Appendix. Pariser minus states: the Ag⁻ state of butadiene

A.1 The theorem

Take a neutral alternant hydrocarbon in Pariser-Parr-Pople theory, with zero differential overlap (ZDO), equal core terms on all carbons and resonance integrals β only between starred and unstarred atoms. Each occupied orbital i has a virtual partner i′ with c(μ,i′) = η(μ)c(μ,i), η = +1 on starred and −1 on unstarred atoms, and εi + εi′ is a constant. Two-electron integrals are (pq|rs) = Σμν ρpq(μ)γμν ρrs(ν), with ρpq(μ) = c(μ,p)c(μ,q). The singles-CI matrix relative to the SCF ground state is

⟨i→a|H|k→b⟩ = δik δab(εa − εi) − (ik|ab) + 2(ia|kb)

for singlets; triplets lack the last term. With this phase choice i→j′ and j→i′ share the transition density η c(μ,i)c(μ,j). The other terms are unchanged when every i→j′ is swapped with j→i′, since εj′ − εi = εi′ − εj and (ik|j′l′) = (ik|jl) = (jl|i′k′). The combinations [(i→j′) ± (j→i′)]/√2, the plus and minus states of Pariser (1956), therefore do not mix. A minus combination has no transition density, hence no ZDO dipole strength and no 2(ia|kb) term, so its singlet and triplet coincide in singles CI.

In s-trans-butadiene 3 = 2′ and 4 = 1′, and 1→3 and 2→4 give Ag⁺ and Ag⁻. Inversion already forbids both; only in the s-cis form is darkness peculiar to the minus state.

A.2 Estimate by hand

Hückel levels lie at ±0.62|β| and ±1.62|β|, so both configurations cost √5|β| ≈ 5.4 eV for a typical |β| = 2.4 eV. Exchange widens the SCF gap and electron-hole attraction narrows it again; suppose they cancel. What remains is the self-energy of the transition density, which places ±0.22 on each atom in the pattern + − − +. Each charge has an opposite neighbour, so K = (13|13) ≈ 4 × 0.05 × (γ0 − γ12) ≈ 0.8 eV with γ0 − γ12 ≈ 4 eV. The plus singlet carries √2 times the density and a factor 2, so it is raised by 4K ≈ 3.2 eV. The estimate is ¹Ag⁻ = ³Ag⁻ = ³Ag⁺ ≈ 5.4 eV and ¹Ag⁺ ≈ 8.6 eV.

A.3 SCF and singles CI

The inputs are typical: β = −2.4 eV, equal bonds of 1.40 Å, 120° angles, γ0 = 11.26 eV and Ohno's form γ = 14.40/√(r² + (14.40/γ0)²) eV with r in Å. Distances 1.40, 2.42 and 3.70 Å give γ12 = γ23 = 7.59, γ13 = 5.25 and γ14 = 3.67 eV, used as rounded.

Symmetry and pairing fix φ1 = (a,b,b,a), φ2 = (b,a,−a,−b), φ3 = (b,−a,−a,b), φ4 = (a,−b,b,−a), with bond orders P12 = p = 4ab, P23 = −P14 = q = 2(b² − a²) and p² + q² = 1. With Fμν = βμν − ½Pμν γμν, the block holding φ1 and φ3 has diagonal elements F14, F23 and coupling F12. Self-consistency requires p/q = 2F12/(F23 − F14), or 2.4p = q(4.8 + 1.96p), so p = 0.9405 and q = 0.3398. Then

D = ε3 − ε1 = 2|F12|/p = 2|β|/p + γ12 = 5.10 + 7.59 = 12.69 eV.

Both ρ13 and ρ24 equal (p/4)(1,−1,−1,1); both ρ12 and ρ34 equal (p/4)(1,1,−1,−1). Summing over sites,

K = (13|13) = (13|24) = p²Γ/16 = 0.90 eV, Γ = 4γ0 − 4γ12 − 4γ13 + 2γ14 + 2γ23 = 16.20 eV,
J = (11|33) = (22|44) = 7.32 eV,
L = (12|34) = 1.76 eV.

The diagonal is D − J (+2K) and the coupling −L (+2K), brackets applying to singlets. The model's energies in eV, with the estimate in parentheses:

¹Ag⁻, ³Ag⁻: D − J + L = 7.14 (5.4)
³Ag⁺: D − J − L = 3.62 (5.4)
¹Ag⁺: D − J − L + 4K = 7.20 (8.6)

For s-cis geometry with the same p, the plus singlet has transition dipole (p/2)|r1 − r2 − r3 + r4| ≈ 1.1 e·Å; the minus singlet has zero.

A.4 Why the two differ

The estimate obtains the degeneracy exactly but lies 1.77 eV below the calculated minus energy. It would be exact for distance-independent repulsion: then p = 2q, J = γ and L = 0. The shortfall has the same origin as the darkness. The amplitude for a hole on μ and an electron on ν is [φ1(μ)φ3(ν) − φ2(μ)φ4(ν)]/√2, whose diagonal is the vanishing transition density. Electron and hole never share an atom; the squared amplitudes give weight q²/2 to pairs 12 and 34, 1/2 to 13 and 24, and p²/4 each to 14 and 23. The attraction is

W = J − L = ½[q²γ12 + γ13 + ½p²(γ14 + γ23)] = 5.55 eV,

free of γ0. It falls 2.04 eV short of the exchange widening γ12, while the stronger SCF bond-order alternation lowers the one-electron part 2|β|/p by 0.26 eV, leaving 1.77 eV. Equivalently, D − J = 5.38 eV is within 0.01 eV of √5|β|, through cancellation of two small shifts, and almost the whole difference is L, which couples the hole density ρ12 to the electron density ρ34 and survives the cancellation of ρ13. The same L lowers both plus states. The value 4K = 3.58 eV exceeds 3.2 eV by a factor 1.11 from p² (Hückel value 0.8) and 1.01 from Γ (16 eV in the estimate). The 0.06 eV gap between the two singlets, 4K − 2L, is an accident of the parameters.

The degeneracy belongs to singles CI only. The closed-shell double excitation 2²→3², at 7.59 eV, couples to 1→3 by −√2(12|23) and to 2→4 by +√2(34|23). These integrals are equal, so the plus singlet is untouched and the minus singlet couples with magnitude 2.20 eV; the ground state couples by (23|23) = 1.39 eV and thus belongs with the minus singlets. Diagonalising these three states puts the singlet 1.8 eV below ³Ag⁻, which cannot mix with a closed shell, and 5.6 eV above the lowered ground state. This shift equals in size the difference analysed above, so 7.14 eV is a property of the singles model, and higher configurations alter both states further. The model's ³Ag⁺ is also about 1.4 eV low against the typical position of that triplet near 5 eV.